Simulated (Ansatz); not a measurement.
## Ligand exchange: how K changes with temperature for C4H3F3 + GeH3(CH3) ⇌ C4H4F2 + GeH2(CH3)F

Gas-phase species: C4H3F3 `FC1=CC(F)C1F`, singlet; GeH3(CH3) (methyl germane), singlet; C4H4F2 `FC1=CCC1F`, singlet; GeH2(CH3)F, singlet. The partners trade F for H: C–F and Ge–H bonds give way to C–H and Ge–F.

The electronic reaction energy at CCSD(T)/def2-TZVPP is -132.5 kJ/mol. Shapes: PBE0-D4/def2-TZVP. Programs: Ansatz 0.2.0. Enthalpy and entropy come from rigid-rotor, harmonic-oscillator sums on unscaled PBE0-D4/def2-TZVP wavenumbers, ideal gases at 1 bar; R ln 2 is added for the mirror twin of the chiral shape of C4H3F3, C4H4F2. Symmetry numbers: C4H3F3 1, GeH3(CH3) 3, C4H4F2 1, GeH2(CH3)F 1. R = 8.3145 J/(mol K).

| T (K) | ΔH (kJ/mol) | ΔS (J/(mol K)) |
| --- | --- | --- |
| 800 | -126.6 | +12.0 |
| 1100 | -127.3 | +11.2 |
| 1400 | ? | ? |

Work out ln K at 800 and 1100 K, and from these estimate it at 1400 K.


1. 800 K: ΔG = -126.6 − 800 × (+12.0)/1000 = -136.2 kJ/mol; ln K = −ΔG/RT = +20.48.
2. 1100 K: ΔG = -127.3 − 1100 × (+11.2)/1000 = -139.6 kJ/mol; ln K = −ΔG/RT = +15.26.
3. Slope against 1000/T: (+15.26 − (+20.48))/(0.9091 − 1.2500) = +15.31, that is −ΔH/R with ΔH near -127 kJ/mol.
4. 1400 K: ln K = +20.48 + (+15.31) × (0.7143 − 1.2500) = +12.28.

The full sums give ΔH = -128.0 kJ/mol, ΔS = +10.6 J/(mol K), ΔG = -142.8 kJ/mol and ln K = +12.27 at 1400 K, so the line is off by +0.01 in ln K; without rounding the miss is +0.02, from the change of ΔH with temperature. The products are favoured over this whole range. An error of 10 kJ/mol in the energy moves ln K by 0.9 at 1400 K. Soft modes are treated as harmonic, which can err either way at these temperatures; the lowest are those of C4H3F3 (132 cm⁻¹), GeH3(CH3) (162 cm⁻¹), C4H4F2 (199 cm⁻¹), GeH2(CH3)F (119 cm⁻¹). Other reactions of these species are left aside. Relativity is left out for Ge. Outer-core shells of Ge are correlated, in sets that cover them unevenly.

The exchange is driven by enthalpy. Germanium is more electropositive than carbon and forms a strong, highly polar Ge–F bond, while the Ge–H bond given up is comparatively weak; together these outweigh the cost of replacing C–F by C–H. Relief of repulsion between the neighbouring C–F dipoles in the trifluoride may add to the drive.

Because the reaction is exothermic, ln K falls on heating even as ΔG becomes more negative: K follows ΔG/T, not ΔG alone. The small positive entropy comes mostly from the loss of methylgermane's threefold symmetry, not from any gain in the number of molecules.

The reaction enthalpy is less negative than the electronic energy, probably because hydrogen moves from a soft Ge–H bond to a stiffer C–H bond, raising the zero-point energy of the products. As the vibrations become more classical, this penalty fades, which fits the slow drift of ΔH towards the electronic value. The strong preference for products says nothing about the barrier, and so nothing about how fast the exchange would occur.
